Q: I compared functionals for the atomization energy of a small ring molecule that contains silicon. PBE0 and r2SCAN0 both use 25 % exact exchange, yet one binds the molecule too strongly and the other too weakly. Does the percentage mean anything?

Gas-phase C2H4OSi (SMILES O=C1C[SiH2]1), computed with Ansatz 0.2.0: functionals in def2-TZVPP and a frozen-core CCSD(T) estimate of the basis-set limit, all at the PBE0-D4/def2-TZVP geometry. For the molecule, this estimate takes Hartree-Fock and MP2 correlation extrapolated from def2 triple and quadruple zeta, and adds CCSD(T) less MP2 from triple zeta alone. Atomization energies are free atoms minus molecule, electronic, without zero-point or spin-orbit terms. They include D4 where listed; the D4 term is the molecule's dispersion energy.

```
  functional            class  exact exchange, short range (%)  exact exchange, long range (%)  atomization energy (kJ/mol)  functional less CCSD(T) (kJ/mol)  D4 term (kJ/mol)
       SPW92              LDA                                0                               0                       3506.9                             506.5               n/a
      PBE-D4              GGA                                0                               0                       3109.8                             109.4             -14.0
   revPBE-D4              GGA                                0                               0                       3027.6                              27.2             -44.8
     BLYP-D4              GGA                                0                               0                       3024.1                              23.7             -31.5
   r2SCAN-D4         meta-GGA                                0                               0                       3031.1                              30.7              -3.2
      B97M-V         meta-GGA                                0                               0                       3028.4                              28.0               n/a
  r2SCANh-D4    global hybrid                               10                              10                       3001.4                               1.0              -3.4
    B3LYP-D4    global hybrid                               20                              20                       3006.4                               6.0             -22.7
     PBE0-D4    global hybrid                               25                              25                       3024.2                              23.8             -11.7
  r2SCAN0-D4    global hybrid                               25                              25                       2959.1                             -41.3              -3.8
    HSE06-D4  screened hybrid                               25                               0                       3027.2                              26.8             -10.8
    BHLYP-D4    global hybrid                               50                              50                       2883.7                            -116.7             -17.0
CAM-B3LYP-D4  range-separated                               19                              65                       3013.2                              12.8             -11.7
     LC-wPBE  range-separated                                0                             100                       3006.0                               5.6               n/a
     wB97X-V  range-separated                               17                             100                       3020.2                              19.8               n/a
     wB97M-V  range-separated                               15                             100                       3018.2                              17.8               n/a
      B2PLYP    double hybrid                               53                              53                       2975.7                             -24.7               n/a
    PBE-QIDH    double hybrid                               69                              69                       2985.8                             -14.6               n/a
```

A: It means a good deal, but only together with the functional to which the exact exchange is added. Compare each hybrid with its parent, the same functional at 0 %. PBE overbinds by 109 kJ/mol relative to the CCSD(T) estimate, r2SCAN by only 31. Exact exchange lowers both, and 25 % is too little to cancel the first error and too much for the second.

Q: Then start with the parents. Why does LDA overbind so heavily, and why does PBE do better?

A: LDA treats each small piece of the electron cloud as if the density around it were uniform. The energy it misses is larger where the density changes steeply, and separated atoms have more of such regions than the molecule, where density is smoothed out between the nuclei. LDA therefore makes the atoms too unstable compared with the molecule, and the binding comes out too strong. The gradient correction to exchange stabilizes steep regions and so helps the atoms more. The one to correlation works the other way but is expected to be much smaller. Apart from its dispersion term, PBE has lost about 81 % of the LDA error.

Q: Is that argument visible anywhere, or is it only theory?

A: The pair PBE and revPBE comes close to a direct test. They share the same correlation, and revPBE only gives more exchange energy to regions with large gradients. Without dispersion the atomization energy falls by 113 kJ/mol from PBE to revPBE, and overbinding turns into slight underbinding. That is the direction the argument requires.

Q: Why do you keep taking out the dispersion term?

A: The D4 term is an added attraction within the molecule, and free atoms have none, so it raises the atomization energy. Its strength at short distances is adjusted to each functional, which makes it differ strongly from row to row: 45 kJ/mol for revPBE, 3 for r2SCAN. To see what exchange does, one should compare the functionals without it. To judge the method as it is used, one should leave it in.

Q: Now the main point. Why should exact exchange weaken the bonds?

A: Think of the two electrons of a bond. When one is near the left atom, the other tends to be near the right one, and this avoidance lowers the energy of the molecule. Semilocal exchange, the kind used in LDA, PBE and r2SCAN, looks only at the surroundings of each electron, and by this local view it happens to imitate part of that avoidance. Exact exchange for such a pair is spread over both atoms and contains none of it. Replace one by the other while keeping a semilocal correlation, and some binding is lost with nothing to make up for it. Not every bond is affected equally. The loss is expected to be large for bonds between heavier atoms, such as C=O, and small for bonds to hydrogen at their normal length, where it can even change sign.

Q: Can I turn that into an estimate?

A: Yes. Let a be the exact exchange in per cent and E(a) the energy of the molecule or of the atoms. As long as the orbitals stay the same, mixing is linear:

E(a) = E(0) + (a/100) · (exact exchange energy − semilocal exchange energy)

Subtract the molecule from the atoms, and the error of the atomization energy relative to the CCSD(T) estimate, called F and taken without D4, is linear too:

F(a) = F(0) + s · a

Here s is the change in binding per per cent of exact exchange. The parent sets the starting point. The slope is set by how much more the parent's exchange binds this molecule than exact exchange does, so it depends on the parent as well as on the bonds.

Q: Show me one case with numbers.

A: Take the slope from r2SCAN and r2SCANh alone, which gives s = −2.99 kJ/mol per per cent. The parent starts at F(0) = 27.5 kJ/mol, so for r2SCAN0, which had no part in the slope:

F(25) = 27.5 − 2.99 · 25 ≈ −47 kJ/mol

The computed value without D4 is −41.3 − 3.8 ≈ −45 kJ/mol. Two functionals of the family thus foretell the third quite well.

Q: Does the same slope work for the other families?

A: Roughly. Carried over to PBE0 it leaves the binding about 9 kJ/mol too strong, and for BHLYP, at 50 %, about 24 too weak. The first miss has the direction expected from the parent: PBE exchange should bind more than r2SCAN exchange, so replacing it costs more and the slope is steeper. Much of the second miss is probably relaxation: the orbitals adapt to the new exchange, and if the molecule gains more from this than the atoms, the loss of binding slows down. The r2SCAN family shows a slight flattening of this kind: at 25 % the molecule's energy without D4 lies about 3 kJ/mol below the straight line through the first two members, and about 2 of these remain in the atomization energy. The output printed after this text gives the slopes of all three families and these misses.

Q: So PBE0 and r2SCAN0 differ because their parents differ?

A: Mostly. With D4 included, PBE lies 79 kJ/mol above r2SCAN, and PBE0 still lies 65 above r2SCAN0. The same dose of exact exchange moves both down by similar amounts and leaves most of the gap standing. A good hybrid is therefore a matched pair of parent and percentage, and a percentage that suits one parent can spoil another.

Q: B3LYP has 20 % exact exchange and its relative BLYP hardly overbinds. Shouldn't B3LYP underbind clearly?

A: It would if it were BLYP with nothing but exact exchange added. With D4 taken out of all three, a 20 % hybrid on the straight line from BLYP to BHLYP would lie about 41 kJ/mol below B3LYP. But B3LYP also keeps some LDA exchange without its gradient correction, and some LDA correlation. LDA overbinds by about 500 kJ/mol, and that excess is expected to come from its exchange, so even a share of several per cent of LDA exchange can restore binding by some tens of kJ/mol, which is the size needed. The LDA correlation, here in the VWN-RPA form, is expected to matter less, though the choice of form can itself shift the binding a little. The D4 term then lifts B3LYP from slight underbinding to slight overbinding.

Q: HSE06 switches exact exchange off at long range, yet it nearly matches PBE0. Does long range not matter?

A: For this molecule and this functional it matters little. HSE06, here in the form usual in plane-wave codes, fades exact exchange out over a length of roughly 5 Å, while the two most distant nuclei here are about 4.0 Å apart. The part it hands back to semilocal exchange is therefore an interaction that changes only slowly across the molecule. For such a smooth interaction it matters little how exchange is spread in space. Without D4, HSE06 keeps about 95 % of the drop from PBE to PBE0. The remaining 3.9 kJ/mol should not be read as the effect of long range. The semilocal part that HSE06 removes at short range is built from a model of the exchange hole that does not reproduce PBE exchange exactly, and this mismatch alone is expected to give a gap of about this size.

Q: But LC-wPBE and the two wB97 functionals go to 100 % at long range. By your slope they should underbind terribly.

A: The slope applies when exact exchange is mixed in equally at every distance. In these functionals it takes over gradually, on a length of roughly 1 to 2 Å, so "short range" in their rows means something much shorter than in HSE06. A likely reason for their mild overbinding is that semilocal exchange still acts between electrons close together and keeps part of its help to the bonds. I can't separate that from the other changes, because the semilocal part was also rebuilt to suit the long-range exchange. Dispersion differs too: the two wB97 functionals have it built in, which the D4 column doesn't show, and LC-wPBE has none. CAM-B3LYP fits a simple count of exact exchange badly as well: it has about as much as B3LYP at short range and far more at long range, yet without D4 it binds the molecule about 18 kJ/mol more strongly.

Q: The double hybrids have more than half exact exchange and still do far better than BHLYP. What saves them?

A: They put back correlation of the kind that exact exchange lacks. Part of their semilocal correlation is replaced by second-order perturbation theory (MP2), which lets the two electrons of a pair avoid each other through excitations into empty orbitals across the whole molecule. B2PLYP, which has no D4 term here, lies about 117 kJ/mol above the line from BLYP to BHLYP without D4, taken at its own share of exact exchange. All three functionals mix the same semilocal exchange with exact exchange, so the gap comes from the changed correlation. This is the clearest sign in the table that exact exchange needs a suitable partner.

Q: Why do they still underbind, then?

A: Some of that is probably the calculation and not the functional. MP2 correlation converges slowly with the size of the basis set, and a triple-zeta set usually leaves the atomization energy too low. Neither double hybrid carries a dispersion term here, which would add some binding. Their errors of −25 and −15 kJ/mol should be read with both points in mind.

Q: May I at least declare r2SCANh the winner, with an error of 1 kJ/mol?

A: No. The functionals use a finite basis, while the reference has frozen cores and is itself only an estimate of the basis-set limit. For the molecule, Hartree-Fock and MP2 correlation are extrapolated from triple and quadruple zeta, but the step from MP2 to CCSD(T) comes from triple zeta alone. Together these can shift a difference by several kJ/mol, so r2SCANh, LC-wPBE and B3LYP can't be ranked on this molecule. What you can carry to a similar molecule is the order of questions. Ask first how strongly the parent overbinds, then how much exact exchange is added and over what distance, and last whether the correlation was changed to go with it.

Printed output of the fit:

```
PBE error without D4, kJ/mol: 95.4
revPBE error without D4, kJ/mol: -17.6
BLYP error without D4, kJ/mol: -7.8
r2SCAN error without D4, kJ/mol: 27.5
B3LYP error without D4, kJ/mol: -16.7
part of the LDA error gone in PBE without D4, %: 81.16
fall from PBE to revPBE without D4, kJ/mol: 113
slope r2SCAN to r2SCANh without D4, kJ/mol per % exact exchange: -2.99
slope r2SCANh to r2SCAN0 without D4, kJ/mol per % exact exchange: -2.847
slope PBE to PBE0 without D4, kJ/mol per % exact exchange: -3.332
slope BLYP to BHLYP without D4, kJ/mol per % exact exchange: -2.518
r2SCAN0 predicted with the first r2SCAN slope less computed, kJ/mol: -2.15
PBE0 predicted with the first r2SCAN slope less computed, kJ/mol: 8.55
BHLYP predicted with the first r2SCAN slope less computed, kJ/mol: -23.6
PBE less r2SCAN with D4, kJ/mol: 78.7
PBE0 less r2SCAN0 with D4, kJ/mol: 65.1
HSE06 less PBE0 without D4, kJ/mol: 3.9
part of the fall from PBE to PBE0 that HSE06 keeps, without D4, %: 95.32
longest distance between nuclei, angstrom: 4.016
B3LYP less the BLYP-BHLYP line at its share, without D4, kJ/mol: 41.46
8 % of the gap LDA less BLYP without D4, order of magnitude only, kJ/mol: 41.14
B2PLYP less the BLYP-BHLYP line at its share, no dispersion, kJ/mol: 116.6
PBE-QIDH less the PBE-PBE0 line at its share, no dispersion, kJ/mol: 119.9
```
